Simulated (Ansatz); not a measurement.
The HOMO–LUMO gap down a group: Al to In

One atom is swapped for its congeners: CH7AlO `C[OH+][AlH3-]`; CH7GaO `C[OH+][GaH3-]`; CH7InO `C[OH+][InH3-]`. All are singlets with charge 0.

Shapes, held fixed at every level: PBE0-D4/def2-TZVP. Programs: Ansatz 0.2.0. Values in eV.

Problem. How should the HOMO–LUMO gap change along the series?

Solution. At wB97X-V/def2-TZVPP the HOMO–LUMO gap isn't monotonic: it is largest for Ga and smallest for In (11.72 and 10.90 eV). Every level shows the same order. For atoms past krypton def2 sets carry core potentials with scalar relativity. Relativity is left out for Ga unless named. Orbital gaps aren't excitation energies, and the LUMO depends on the basis.

```tsv
level	CH7AlO	CH7GaO	CH7InO
SPW92/def2-TZVPP	4.78	5.05	4.69
PBE-D4/def2-TZVPP	4.95	5.22	4.84
r2SCAN-D4/def2-TZVPP	5.81	6.03	5.58
BHLYP-D4/def2-TZVPP	9.04	9.27	8.55
PBE0-D4/def2-TZVPP	7.09	7.35	6.79
wB97X-V/def2-TZVPP	11.49	11.72	10.90
```

The gap rises modestly from Al to Ga and then falls at In, so it doesn't follow the simple expectation of a steady decrease as the group-13 atom grows. The likely cause is the filled 3d shell that precedes Ga. It shields the nuclear charge poorly, which keeps gallium compact and makes it more electronegative than aluminium. If the HOMO is mainly M–H bonding, as expected for a hydride adduct, this would lower it and widen the gap. At In, the larger and more diffuse valence orbitals overlap less well with hydrogen, which probably raises the bonding level and lowers the acceptor levels.

The step from Al to Ga is nearly the same with every functional, whereas In's deficit relative to Al is slight in SPW92 (4.69 against 4.78) and much clearer in BHLYP and wB97X-V. The position of Ga at the top is therefore less sensitive to the functional than the separation of Al from In, probably because exact exchange shifts their frontier levels unequally. The gaps alone don't rank the strength of the oxygen–metal donor bond.
